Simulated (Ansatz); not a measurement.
# TaRu: pressure against volume scale

Periodic Kohn-Sham DFT of a crystal at fixed atoms, scaled to volume_scale times the given cell; pressure positive in compression, energy less spherical unpolarised free atoms, largest_vzz the field gradient of largest size among the nuclei. The results are calculated, by Ansatz 0.2.0.

The cell before it is scaled or strained (space group P4/mmm, No. 123):
```
CELL_PARAMETERS angstrom
3.05300 0.00000 0.00000
0.00000 3.05300 0.00000
0.00000 0.00000 3.38900
ATOMIC_POSITIONS crystal
Ta 0.50000 0.50000 0.50000
Ru 0.00000 0.00000 0.00000
```

Settings of every row: method all-electron PAW; functional LDA; relativity scalar; k mesh 11x11x10; filling fermi-dirac; smearing width 0.05 eV; nucleus gaussian.

Atom start moment: 0 on all atoms.

Limits: field gradient without spin-orbit coupling on heavy atoms; no gap: field gradients move with the k mesh; no spin-orbit coupling on heavy atoms.

| row | volume scale | V (Å³/atom) | pressure (GPa) | largest V_zz (1e21 V/m^2) |
| --- | --- | --- | --- | --- |
| 1 | 0.94 | 14.846 | 6.749 | 3.217 |
| 2 | 0.96 | 15.162 | ? | ? |
| 3 | 0.98 | 15.478 | -5.229 | 2.33 |
| 4 | 0.99 | 15.636 | -7.839 | 2.113 |
| 5 | 1 | 15.794 | -10.311 | 1.897 |
| 6 | 1.01 | 15.952 | -12.652 | 1.682 |
| 7 | 1.02 | 16.11 | -14.868 | 1.724 |
| 8 | 1.04 | 16.426 | -18.949 | 1.849 |
| 9 | 1.06 | 16.742 | -22.6 | 1.967 |

Question: what pressure should row 2 give?

Worked fit of pressure. Take u = (V_r/V)^(2/3) − 1 with V_r = 15.873 Å³ an atom, which is twice the finite (Eulerian) strain; such expansions in the strain, on which the Birch-Murnaghan equation of state is built, carry the rest volume and the bulk modulus. The shown rows have u = 0.0456, 0.01694, 0.01008, 0.00333, -0.0033, -0.00983, -0.02257, -0.03491. Least squares give pressure = −11.498 + 352.741 × u + 1014.25 × u² + 560 × u³ GPa; a parabola predicts inner rows, each left out in turn, worse (root mean square 0.0084 against 0.00082 GPa). The rows lie off it by 0.000, 0.000, 0.000, 0.001, -0.001, 0.000, 0.000, 0.000. The pressure vanishes at u = 0.0300, or V = 15.19 Å³ an atom, and there the bulk modulus at fixed shape and fractions is B = −V dP/dV = (2/3)(1 + u) dP/du = 285 GPa. Letting shape and atoms relax would as a rule lower it, by much in layered, chain or molecular crystals. The withheld row has u = 0.03102, so the fit gives −11.498 + 352.741 × (0.03102) + 1014.25 × (0.03102)² + 560 × (0.03102)³ = 0.437 GPa.

The calculation gave 0.437 GPa. The fit meets it to the printed digit.

The other values of row 2: largest V_zz 2.767 1e21 V/m^2.
